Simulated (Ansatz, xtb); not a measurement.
**Loss of SiH4: CH6OSi → H2CO + SiH4**

Species: CH6OSi `CO[SiH3]`, singlet; H2CO (formaldehyde) `C=O`, singlet; SiH4 (silane) `[SiH4]`, singlet. 

Shapes, held fixed at every level: PBE0-D4/def2-TZVP. Programs: Ansatz 0.2.0, xtb 6.7.1. The zero-point and thermal change to 298 K, harmonic and unscaled (PBE0-D4/def2-TZVP), is -20.2 kJ/mol.

```tsv
level	kind	ΔH(298 K) (kJ/mol)	less CCSD(T)/CBS estimate
GFN2-xTB	semi-empirical	+238.5	+67.4
HF/def2-TZVPP	Hartree–Fock	+154.6	-16.5
r2SCAN-D4/def2-TZVPP	meta-GGA	+174.0	+2.9
B3LYP-D4/def2-TZVPP	global hybrid	+162.5	-8.6
r2SCAN0-D4/def2-TZVPP	global hybrid	+184.6	+13.5
CCSD(T)/def2-SVP	coupled cluster or CI	+133.8	-37.3
CCSD(T)/def2-TZVPP	coupled cluster or CI	+162.9	-8.2
CCSD/def2-TZVPP	coupled cluster or CI	+164.8	-6.3
CCSD(T)/CBS estimate	coupled cluster or CI	+171.1	0.0
```

The highest level, CCSD(T)/CBS estimate, gives ΔH(298 K) = +171.1 kJ/mol; the levels span +133.8 to +238.5. GFN2-xTB strays far from the other rows. The column of differences is taken from that level and isn't an error. No measured value is set beside it here. The CBS estimate extrapolates MP2 from def2-TZVPP and def2-QZVPP and adds CCSD(T) − MP2 in the triple-zeta set, cores frozen.

Losing silane from methoxysilane is strongly endothermic at every level. The reaction gives up a strong, polar Si–O bond and a C–H bond, and the new C=O π bond and a comparatively weak Si–H bond don't repay that cost. The carbon analogue, dimethyl ether going to formaldehyde and methane, is close to thermoneutral, which points to silicon's preference for oxygen over hydrogen as the main cause.

Within coupled cluster, the basis set matters far more than the triples: CCSD(T) climbs from +133.8 to +162.9 kJ/mol between the double- and triple-zeta sets, while CCSD in the latter gives +164.8. The small set probably lacks the polarisation functions needed to describe the Si–O bond, and so underbinds the reactant. The closeness of r2SCAN-D4 to the extrapolated value may owe something to error cancellation, since adding exact exchange in r2SCAN0-D4 moves the result away. The enthalpy alone doesn't establish how high the barrier to elimination is.
